The gap on the mesh is the energy difference between the lowest empty and the highest filled Kohn-Sham level, taken over the wave vectors at which the crystal was computed. The direct gap is the smallest such difference with both levels at the same wave vector. Both were computed in the local density approximation for carbon in stacked honeycomb layers, with the atoms held fixed. The wave cutoff is the highest kinetic energy of the plane waves from which the electron states are built, so it sets the finest detail that these states can have. The cutoff for the density was raised along with it, always to four times the value.

Ansatz 0.2.0, scalar-relativistic LDA without spin polarization, PAW datasets made for PBE (set soft_2), for carbon in space group Cmme with four fixed atoms per cell. The k mesh is 18×18×6, the Gaussian smearing 0.1 eV, and the density cutoff four times the wave cutoff. Both gaps are printed as zero where the program classed the run as metallic on the mesh.

```tsv
wave cutoff	gap on mesh (eV)	direct gap on mesh (eV)
150 eV	0.000	0.000
200 eV	0.000	0.000
250 eV	0.012	0.012
300 eV	0.030	0.030
350 eV	0.024	0.024
380 eV	0.024	0.024
420 eV	0.024	0.024
460 eV	0.025	0.025
520 eV	0.025	0.025
600 eV	0.025	0.025
700 eV	0.025	0.025
```

Three magnitudes at 250 eV are worth remembering. Compared with a run of the same cell at 850 eV, the total energy is wrong by about 0.6 eV per atom, the Fermi level by about 0.1 eV and the gap by about 0.01 eV. The gap thus has by far the smallest error of the three. Yet the gap itself is only 0.025 eV, so this small error amounts to half of it.

Good cancellation of errors and a poor relative result therefore occur in the same row. The cancellation explains why the gap settles early. The smallness of the gap explains why the first rows look so erratic.

**The two zeros are different**

The first two rows both show a gap of zero, which suggests a metal that turns into a semiconductor as the cutoff rises. The levels themselves tell another story. The cell has 16 valence electrons, enough to fill eight bands, so one can compare the top of the eighth band with the bottom of the ninth without asking where the Fermi level lies. At 150 eV these bands overlap by 51 meV, and the zero is a true closure within that poor basis.

At 200 eV the same count gives an open gap of 34 meV, the largest of the whole series. The run was nevertheless classed as metallic, and the table accordingly shows zero. The zeros in the direct-gap column come from the same classification in both rows: the outputs give no direct gap for these two runs, so they are not computed splittings. A likely reason is that the Fermi level came to lie outside the gap. The occupations are smeared over 0.1 eV, about four times the final gap, so nothing ties the Fermi level closely to the gap's centre. The individual levels that would confirm this are not available.

Read by band count, the gap does not open steadily. It goes from an overlap to 34 meV, drops to 12 meV at 250 eV, rises to 30 meV at 300 eV and then settles close to 25 meV. The atoms never move, so this swing is an error of the two cutoffs, for the states and for the density, and not a change in the material. All rows up to 380 eV lie below the cutoff recommended for this carbon dataset.

**Why the energy falls while the gap swings**

A larger set of plane waves contains the smaller one and gives the electrons more freedom. By the variational principle, that freedom can only lower the energy that is being minimised, provided the rest of the calculation stays the same. Here the density cutoff rises too, so the principle is no strict guarantee, but the total energy does fall at every step of the series. Between 200 and 350 eV, each additional 50 eV of cutoff reduces its error by a factor of three to four, because the smoothed electron states contain less and less detail at shorter wavelengths.

A gap has no such protection. In a fixed potential, each single level also moves down or stays put when plane waves are added, but the gap is the difference of two levels. If the upper level falls faster, the gap shrinks; if the lower one does, the gap grows. A truncated basis can therefore make a gap too large or too small, and the sign of the error may change from one cutoff to the next.

The same subtraction makes the error small. In a honeycomb layer of carbon, the bands that meet near the Fermi level are built from p orbitals pointing out of the layer. At the corner of the zone, the symmetry of a single layer makes the two levels equal in energy. A set of plane waves chosen by kinetic energy keeps that symmetry at every cutoff, so missing detail should raise both levels alike. In the stack, only the small splitting caused by the neighbouring layers is then left to go wrong. Sharing the same orbitals would not be enough by itself, because away from the corner their bonding and antibonding combinations need different detail. The orbital make-up of the band edges was not analysed here, so this part of the argument rests on the known electronic structure of such layers. The grid of points on which the density is handled need not keep the symmetry of the layer, however, so at low cutoffs it may add a false splitting of its own.

The row at 250 eV shows the size of the effect. The Fermi level lies 96 meV too high, which is a rough measure of the shift common to the levels around it. The gap is too small by 12 meV, about eight times less. The measure is rough because the Fermi level can wander by some tens of millielectronvolts relative to the band edges.

The quantities accordingly settle at different cutoffs. The gap stays within 1 meV of its final value from 350 eV on, whereas the total energy comes within 1 meV per atom only from 520 eV on. Anyone who checks a cutoff on the gap alone would thus stop too early if the total energy itself has to be converged. The last visible change in the table, from 0.024 to 0.025 eV, is a step of only 0.4 meV that happens to cross a rounding boundary.

**Where the small gap comes from**

From 250 eV upwards, both band edges lie at the same wave vector, the corner H of the Brillouin zone. This is why the two gap columns agree in these rows. The place has a likely reason. The layers above and below any given layer are copies of each other, one cell height apart, and at H the electron wave changes sign over that height. Their couplings to the layer between them are therefore expected to oppose each other, which leaves its levels close together. In a single honeycomb layer the filled and empty bands touch at the zone corner, and a threefold rotation axis holds the touching point there. The ordinary stacking of graphite, with two layers per cell, keeps such an axis and with it a crossing on the vertical edge of the zone, on which H lies.

The present stacking lacks that axis, and the converged run shows it in two ways. Each atom feels a force of 0.026 eV/Å within the layer, which a threefold axis through the atom would forbid. The stresses along the two in-plane directions also differ, by 0.16 GPa. With the axis gone, the crossing is free to move sideways, away from H.

A mesh point that stays at H then no longer sees the crossing itself but a point on the slope beside it. Close to the crossing the two bands form a cone, with energies

$$E_\pm = E_0 \pm s\,q .$$

Here $E_0$ is the energy of the crossing, $q$ is the distance from it in wave vector, and $s$ is the slope of the cone. The splitting seen at H is the difference of the two branches, $2sq$.

For a carbon layer the slope is roughly 5.5 eV Å, a recalled value. The displacement that would produce the whole converged gap is then

$$q = \frac{0.0246\ \text{eV}}{2 \times 5.5\ \text{eV Å}} \approx 0.002\ \text{Å}^{-1}.$$

Neighbouring mesh points within the plane are 0.16 Å⁻¹ apart. A shift of the crossing by little more than one per cent of that spacing would be enough.

The estimate shows how sensitive this gap is. A slight sideways move of the crossing, far too small for the mesh to resolve, appears in the table as a gap of 25 meV. The estimate does not prove that the crossing survives, because it assumes a cone and asks only how far away its tip would have to be. It also borrows the slope of a single layer and neglects what the coupling between layers does to it.

**What the poor basis seems to get wrong**

If the gap at H measures how strongly the threefold symmetry is broken, other measures of that broken symmetry should go astray in the same rows. The in-plane force is one of them. At 200 eV the gap by band count is too large by 9 meV, and the force is too small by 20 meV/Å, three quarters of its converged value. At 250 eV both errors have changed sign.

The signs are opposed in all six rows below 400 eV, which suggests that low cutoffs misjudge the unevenness within the layer and that gap and force both feel the mistake. Two of these rows count for less. At 150 eV the gap is an overlap between different wave vectors and not a splitting at H, and at 200 eV the position of the band edges is not reported. The evidence is limited, since two errors that alternate while they shrink can keep opposite signs for several rows without a common cause. Their sizes are not proportional either: the gap error is larger at 250 eV than at 200 eV, but the force error is smaller.

The difference between the two in-plane stresses offers a second comparison. In five of the six rows its error has the same sign as that of the gap, and at 150 eV the difference itself is reversed, just where the bands overlap. The exception is 250 eV, where the stress difference is nearly right although the gap is only half its final size. The link between the gap and the broken symmetry is therefore plausible, but these rows do not settle it.

**What the plateau does and does not establish**

From 460 eV on, the gap changes by no more than about 0.1 meV. That establishes convergence with respect to the plane waves, at this mesh and this smearing. It does not make the crystal a semiconductor. If the crossing has merely moved off H, the bands still touch between the mesh points, and the true gap is zero however high the cutoff is raised.

A real gap would need a cause of its own. The best-known one in honeycomb layers is a difference between neighbouring atoms of the hexagon, as in boron nitride, where one kind of atom holds more charge than the other. In the present cell this cause is ruled out from the start, because the symmetry of the structure makes all four carbon atoms equivalent. Without this cause, and with spin-orbit coupling left out of the calculation, a displaced crossing is the expected case. Coupling between the layers could still complicate the picture, so the expectation needs a test.

The decisive test is a much denser set of wave vectors around H, with spacings well below 0.002 Å⁻¹, and no such run is available. If the crossing has moved, the smallest splitting will shrink towards zero at a point beside H; if the gap is real, it will level off at a finite value. The cell was also not relaxed, and the forces and stresses that reveal its broken symmetry would change if it were. Moreover, the local density approximation was run on PAW datasets made for another functional, PBE, an inconsistency that no higher cutoff removes. The value of 0.025 eV thus belongs to this geometry, to these datasets and to the mesh point H.
